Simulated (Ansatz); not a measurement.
# Work function of unrelaxed Rh(111) films of 1 to 13 layers with PBE

A metal film a few atoms thick, used as an electrode or contact, sets its barrier to the neighbouring material partly through its work function. If that quantity still changes with each added layer, an uneven film presents an uneven barrier. The same question arises in slab calculations, where the number of layers must be large enough to stand for a thick crystal. Here the work function of free-standing Rh(111) films is calculated with PBE, as the vacuum level less the Fermi level, and each value is compared with that of the 13-layer slab. The aim is to find how many layers bring the film close to that reference, and what governs the approach.

## How the numbers were made

Ansatz 0.2.0, plane-wave Kohn-Sham DFT with its default PAW datasets at a cutoff of 420 eV. Symmetric 1×1 slabs of 1 to 13 layers are cut at the tabulated measured lattice constant with atoms at bulk places and 18 Å of vacuum. In-plane k-spacing 0.16 Å⁻¹ (2π included), Fermi-Dirac smearing of 0.1 eV, dipole correction on. Spin-paired. Scalar-relativistic, no spin-orbit coupling. PBE. The crystal is fcc; the mesh is the same for all thicknesses of a face.

Notes on method and selection:

- Confinement between the two faces quantises the states along the normal, so values can oscillate with thickness.
- The atoms are not relaxed; free films of one to three layers would take another lattice constant.
- Very thin films of spin-paired d elements may in truth carry a moment.
- Runs in which the search for lower states was switched off are not listed.
- Work functions and vacuum levels are read from the electrostatic potential (Hartree and local ionic parts), which a warning of a rough exchange-correlation potential in thin density does not concern.
- Error sizes named in these notes are rules of thumb and were not measured on these runs.
- The default PAW datasets of this version of Ansatz are the set soft_2.
- Runs that did not converge, have known faults or may not be shown are not listed, and runs on Ansatz's PAW sets soft_1 and soft_2 are kept to separate tables.

Columns:

- layers: number of atomic layers.
- thickness (Å): distance between the outermost atomic planes.
- Φ (eV): work function: vacuum level outside the slab less the Fermi level.
- ΔΦ to thickest (eV): work function less that of the thickest slab of the same face.

## Data

| member | layers | thickness (Å) | Φ (eV) | ΔΦ to thickest (eV) |
| --- | --- | --- | --- | --- |
| 1 layer | 1 | 0.00 | 5.923 | 0.75778 |
| 2 layers | 2 | 2.19 | 5.191 | 0.02627 |
| 3 layers | 3 | 4.39 | ? | ? |
| 4 layers | 4 | 6.58 | 5.180 | 0.01463 |
| 5 layers | 5 | 8.78 | 5.173 | 0.00808 |
| 6 layers | 6 | 10.97 | 5.159 | −0.00568 |
| 7 layers | 7 | 13.16 | 5.165 | 0.00052 |
| 8 layers | 8 | 15.36 | 5.171 | 0.00592 |
| 10 layers | 10 | 19.75 | 5.167 | 0.00216 |
| 13 layers | 13 | 26.33 | 5.165 | 0.00000 |

Cells marked ? are withheld until the estimate has been made.

## Mechanism

Nearly all of the change comes with the second layer. From one layer to two the work function falls by 5.923 − 5.191 = 0.732 eV, whereas the bilayer lies only 0.026 eV above the 13-layer slab. From five layers on, every film shown is within 0.01 eV of that slab. The approach is not monotonic: the value falls to 5.159 eV at six layers, rises to 5.171 eV at eight, and then returns to 5.165 eV at thirteen.

The early step follows the count of nearest neighbours. An atom in a single close-packed layer has six. In a bilayer each atom has nine, six in its own plane and three in the other, which is already the number at the surface of a thick fcc(111) crystal. Further layers change only the surroundings deeper in the film.

The sign of the step is consistent with a narrower d band in the monolayer. The Rh d band is more than half full, so its Fermi level lies above the band centre; narrowing the band about a fixed centre lowers the Fermi level and raises the work function. The surface dipole changes as well, and the table gives no division between the two. The monolayer value also belongs to an imposed state, spin-paired and held at the bulk lattice constant, which a free layer would not necessarily keep.

Confinement between the two faces can produce a ripple such as the one among the thicker films. Its range from five layers on is only 5.173 − 5.159 = 0.014 eV, however, and k-point sampling may contribute to differences of that size. For one film of middle thickness, atomic relaxation and spin-orbit coupling each lowered the work function by a comparable amount. Beyond about five layers, adding more therefore improves the absolute value no more than including these two effects would.

## Predicting the missing value

Plain estimates from the members shown:

- 3 layers, straight-line interpolation between 2 layers and 4 layers: w = (3 − 2) / (4 − 2) = 0.500, so 5.191 + 0.500 × (5.180 − 5.191) = 5.185 eV

The three-layer film is best estimated from its neighbours with two and four layers, which gives 5.185 eV. The monolayer is left out because its atoms lack the nine neighbours that the outer atoms of all thicker films have. The trilayer shares its outer coordination, lattice constant and spin-paired state with both neighbours, so there is no reason for a shift of known sign.

The same midpoint rule can be tried at five, six and seven layers. At five layers it gives (5.180 + 5.159) / 2 = 5.1695 eV, which is 5.173 − 5.1695 = 0.0035 eV too low. At six it gives (5.173 + 5.165) / 2 = 5.169 eV, 0.010 eV too high, and at seven (5.159 + 5.171) / 2 = 5.165 eV, which agrees with the table. The root-mean-square miss is √((0.0035² + 0.010² + 0.000²) / 3) = 0.0061 eV.

These trials centre on six layers, and confinement acts more strongly in a thinner film. For free electrons in a box the oscillation of the Fermi level falls off roughly as the inverse square of the thickness. Scaling the miss from six layers to three gives 0.0061 × (6 / 3)² = 0.024 eV, which is taken as one standard deviation. With only three trials behind it, this error bar is itself approximate.

**Committed estimate, 3 layers: Φ = 5.185 ± 0.024 eV.**

## Check

| member | layers | thickness (Å) | Φ (eV) | ΔΦ to thickest (eV) |
| --- | --- | --- | --- | --- |
| 3 layers | 3 | 4.39 | 5.099 | −0.06545 |

| member | estimate | Φ (eV) | computed | estimate − computed | miss in error bars |
| --- | --- | --- | --- | --- | --- |
| 3 layers | committed | 5.185 | 5.099 | +0.086 | 3.6 |
| 3 layers | interpolation | 5.185 | 5.099 | +0.086 |  |

The estimate of 5.185 eV was 0.086 eV too high, 3.6 times its error bar. It was identical to the straight-line interpolation and so did no better.

The coordination argument held only coarsely. With nine neighbours for each outer atom, the trilayer lies far closer to the 13-layer slab than the monolayer does, but equal coordination did not place it between the films of two and four layers. The error bar failed as well. It was scaled up from the small misses around six layers with a free-electron rule, which need not hold for a film whose Fermi level lies among d states.

The approach to the thick-film value therefore includes an undershoot: the work function is above the 13-layer value at two layers, below it at three and above it again at four. Such an alternation is what confinement between the two faces can produce, although the work functions alone do not identify the states responsible.

## Where the trend breaks

The monolayer stands farthest out, 0.758 eV above the 13-layer slab. Its atoms have six neighbours, whereas the outer atoms of every other film have nine. The narrower d band expected from this gives the right sign, and a different surface dipole may contribute to the size.

The trilayer is second, 0.065 eV below the 13-layer slab, and has the lowest work function in the table. It lies 5.191 − 5.099 = 0.092 eV below the bilayer and 5.180 − 5.099 = 0.081 eV below the four-layer film. All three share the in-plane mesh, the lattice constant and the spin-paired state, so no change of setting sets the trilayer apart. The likeliest reason is confinement. In so thin a film the states along the normal are few and widely spaced, and their positions relative to the Fermi level change with each added layer. This can shift the work function either way, so the negative sign is compatible with confinement but not predicted by it. Incomplete k-point sampling may add to the dip, though an error of nearly a tenth of an eV would be large for a mesh this dense.

## Experiment

| member | quantity | measured | computed | computed − measured | conditions | source |
| --- | --- | --- | --- | --- | --- | --- |
| 13 layers | Φ (eV) | 5.46 | 5.165 | −0.295 | compiled values differ between sources by a tenth of an eV or more; compiled experimental value; Rh(111) single-crystal face | [1] |

Sources:

[1] "Anisotropic work function of elemental crystals" (2019, arXiv:1902.07811)

Only the 13-layer slab has a measured counterpart, a compiled value for the (111) face of a single crystal. The computed work function is 5.165 − 5.46 = −0.295 eV from it, or about 5% lower. The dependence on thickness is not tested by this comparison.

Too thin a slab is not the cause, since the films from five layers on differ by at most 0.014 eV. Relaxation and spin-orbit coupling do not help either: both lowered the work function in the film where they were tried, which would widen the difference slightly. PBE often gives work functions of transition metals that are low by one or a few tenths of an eV, so the functional is a plausible main contributor.

The measured value has its own uncertainty, as compilations differ by a tenth of an eV or more. Adsorbed oxygen would typically raise a measured work function, whereas steps would lower it. With a single compiled value, the difference cannot be assigned to the calculation alone.

## Conclusions

Every film shown with four or more layers lies within 0.015 eV of the 13-layer slab. Five layers are enough to bring the films shown within 0.01 eV of it. Interpolation failed at three layers, and the trilayer would be a bad stand-in for a thick crystal despite its correct surface coordination.

In terms of a surface-potential measurement, the step from three to four layers corresponds to a contact potential difference of 5.180 − 5.099 = 0.081 eV per electron, or 81 mV, between free-standing films with the calculated structure.

What governs the approach is argued here rather than shown: the missing neighbours account for the direction of the monolayer's departure, and confinement between the two faces is the likeliest source of the dip at three layers. For one to three layers, a magnetic moment or a different lattice constant could matter more, with a size not shown in the table.
